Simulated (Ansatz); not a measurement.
## Hf: the change of pressure with volume scale

All results are calculated (Ansatz 0.2.0). Periodic Kohn-Sham DFT of a crystal at fixed atoms, scaled to volume_scale times the given cell; pressure positive in compression, energy less spherical unpolarised free atoms, largest_vzz the field gradient of largest size among the nuclei.

The cell before it is scaled or strained (space group Fm-3m, No. 225):
```
cell vectors (Å)
   0.0000     2.2200     2.2200
   2.2200     0.0000     2.2200
   2.2200     2.2200     0.0000
atoms (fractions of the cell vectors)
Hf  0.00000  0.00000  0.00000
```

Settings of every row: method all-electron PAW; functional PBEsol; relativity scalar; k mesh 16x16x16; filling fermi-dirac; smearing width 0.03 eV; nucleus gaussian.

Atom start moment: 0 on all atoms.

Limits: no spin-orbit coupling on heavy atoms.

```csv
row,volume scale,V (Å³/atom),pressure (GPa)
1,0.94,20.569,5.491
2,0.96,21.007,2.898
3,0.98,21.444,0.538
4,0.99,21.663,?
5,1,21.882,-1.596
6,1.01,22.101,-2.585
7,1.02,22.32,-3.525
8,1.04,22.757,-5.28
9,1.06,23.195,-6.891
```

Question: what pressure should row 4 give?

Worked fit of pressure. Take u = (V_r/V)^(2/3) − 1 with V_r = 21.992 Å³ an atom, which is twice the finite (Eulerian) strain; such expansions in the strain, on which the Birch-Murnaghan equation of state is built, carry the rest volume and the bulk modulus. The shown rows have u = 0.04561, 0.03102, 0.01696, 0.00335, -0.00329, -0.00982, -0.02254, -0.03488. Least squares give pressure = −2.0971 + 149.798 × u + 361.62 × u² GPa; a straight line predicts inner rows, each left out in turn, worse (root mean square 0.19 against 0.009 GPa). The rows lie off it by 0.004, 0.000, -0.009, -0.005, 0.001, 0.008, 0.010, -0.009 (root mean square 0.0068 GPa). The pressure vanishes at u = 0.0136, or V = 21.55 Å³ an atom, and there the bulk modulus at fixed shape and fractions is B = −V dP/dV = (2/3)(1 + u) dP/du = 108 GPa. The withheld row has u = 0.0101, so the fit gives −2.0971 + 149.798 × (0.0101) + 361.62 × (0.0101)² = -0.547 GPa.

The calculation gave -0.557 GPa. The fit lies 0.010 GPa (1.8 % of the value, 0.081 % of the column's range) above it; its largest miss of a shown row is 0.010 GPa.
